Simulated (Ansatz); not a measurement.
# Abstraction of Cl: SiH2(CH3)Cl + C2H5Si → SiH2(CH3) + C2H5ClSi

Species: SiH2(CH3)Cl, singlet; C2H5Si `C=C[SiH2]`, doublet; SiH2(CH3), doublet; C2H5ClSi `C=C[SiH2]Cl`, singlet. A radical takes Cl: the energy is the difference in strength between two Si–Cl bonds in different surroundings.

Shapes, held fixed at every level: PBE0-D4/def2-TZVP. Flexible molecules stand in one conformer, not always the lowest. Programs: Ansatz 0.2.0. The zero-point and thermal change to 298 K, harmonic and unscaled (PBE0-D4/def2-TZVP), is +0.7 kJ/mol.

| level | kind | ΔH(298 K) (kJ/mol) |
| --- | --- | --- |
| HF/def2-SVP | Hartree–Fock | +15.1 |
| HF/def2-TZVPP | Hartree–Fock | +13.4 |
| SPW92/def2-TZVPP | LDA | +18.2 |
| r2SCAN-D4/def2-TZVPP | meta-GGA | +16.6 |
| B3LYP-D4/def2-TZVPP | global hybrid | +14.2 |
| wB97M-V/def2-TZVPP | range-separated hybrid | +12.4 |
| wB97X-V/def2-TZVPP | range-separated hybrid | +11.5 |
| B2PLYP/def2-TZVPP | double hybrid | +11.3 |

B2PLYP/def2-TZVPP gives ΔH(298 K) = +11.3 kJ/mol; the levels span +11.3 to +18.2. The median of the levels is +13.8. No measured value is set beside it here. Spin contamination: C2H5Si (⟨S²⟩ up to 0.90). Open shells run unrestricted.

Chlorine transfer from methylchlorosilane to the vinylsilyl radical is endothermic at every level, from +11.3 to +18.2 kJ/mol, so the Si–Cl bond broken is modestly stronger than the one formed. The main reason is probably conjugation in the vinylsilyl radical: the unpaired electron on silicon can delocalise into the adjacent π system, and this stabilisation is lost when chlorine binds. The effect is small compared with that in an allyl radical, because the silicon 3p orbital overlaps poorly with carbon 2p and silyl radicals prefer a pyramidal centre, which works against conjugation.

With one Si–Cl bond exchanged for another, much of the error in describing the bond itself should cancel. LDA and the meta-GGA give the largest values, possibly because they favour the delocalised radical too strongly, but Hartree–Fock lies above both range-separated hybrids, so the values do not simply fall as exact exchange increases. The reaction enthalpy alone cannot separate stabilisation of the radical from substituent effects in the two chlorosilanes.
